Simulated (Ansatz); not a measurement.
## A series in volume per atom on Au

Equation of state of a cubic crystal from periodic Kohn-Sham density functional theory without spin; pressure corrected for the finite basis. The results are calculated, by Ansatz 0.2.0 development build.

Cell of the first row (space group Fm-3m, No. 225):
```
CELL_PARAMETERS angstrom
0.00000 2.03620 2.03620
2.03620 0.00000 2.03620
2.03620 2.03620 0.00000
ATOMIC_POSITIONS crystal
Au 0.00000 0.00000 0.00000
```

Settings of every row: formula Au; structure type fcc; functional PBE; spin treatment none; k mesh 23x23x23; occupation method fermi-dirac; occupation width 0.061225619 eV; wave cutoff 700 eV; datasets soft-1 PAW; density cutoff ratio 4.

Limits: the SCF threshold is loose for a stress in some rows; no spin-orbit coupling, which can matter with elements this heavy.

| row | volume per atom (Å³) | energy above lowest point (meV/atom) | pressure (GPa) |
| --- | --- | --- | --- |
| 1 | 16.886 | 32.65 | 10.394 |
| 2 | 17.245 | ? | ? |
| 3 | 17.604 | 3.33 | 3.017 |
| 4 | 17.963 | 0 | 0.025 |
| 5 | 18.682 | 11.27 | -4.819 |

Question: what energy above lowest point and pressure should row 2 give?

Worked fit of energy above lowest point. Take u = (V_r/V)^(2/3) − 1 with V_r = 17.784 Å³ an atom, which is twice the finite (Eulerian) strain; such expansions in the strain, on which the Birch-Murnaghan equation of state is built, carry the rest volume and the bulk modulus. The shown rows have u = 0.03515, 0.00681, -0.00665, -0.03231. Least squares give energy above lowest point = 0.816 + 264.38 × u + 18224.2 × u² meV/atom; a straight line predicts inner rows, each left out in turn, worse (root mean square 14 against 0.28 meV/atom). The rows lie off it by 0.02, -0.13, 0.14, -0.03 (root mean square 0.097 meV/atom). Its lowest point lies at u = -0.0073, or V = 17.98 Å³ an atom, and the curvature there gives the bulk modulus at fixed shape and fractions, B = (4/9)(1 + u)² E″(u)/V = 142 GPa. The withheld row has u = 0.02073, so the fit gives 0.816 + 264.38 × (0.02073) + 18224.2 × (0.02073)² = 14.13 meV/atom.

The calculation gave 13.86 meV/atom. The fit lies 0.27 meV/atom (1.9 % of the value, 0.83 % of the column's range) above it; its largest miss of a shown row is 0.14 meV/atom.

Worked fit of pressure. Take u = (V_r/V)^(2/3) − 1 with V_r = 17.784 Å³ an atom, which is twice the finite (Eulerian) strain; such expansions in the strain, on which the Birch-Murnaghan equation of state is built, carry the rest volume and the bulk modulus. The shown rows have u = 0.03515, 0.00681, -0.00665, -0.03231. Least squares give pressure = 1.463 + 222.967 × u + 884.39 × u² GPa; a straight line predicts inner rows, each left out in turn, worse (root mean square 0.66 against 0.011 GPa). The rows lie off it by 0.001, -0.005, 0.006, -0.001 (root mean square 0.004 GPa). The pressure vanishes at u = -0.0067, or V = 17.97 Å³ an atom, and there the bulk modulus at fixed shape and fractions is B = −V dP/dV = (2/3)(1 + u) dP/du = 140 GPa. The withheld row has u = 0.02073, so the fit gives 1.463 + 222.967 × (0.02073) + 884.39 × (0.02073)² = 6.465 GPa.

The calculation gave 6.455 GPa. The fit lies 0.010 GPa (0.066 % of the column's range) above it; its largest miss of a shown row is 0.006 GPa.
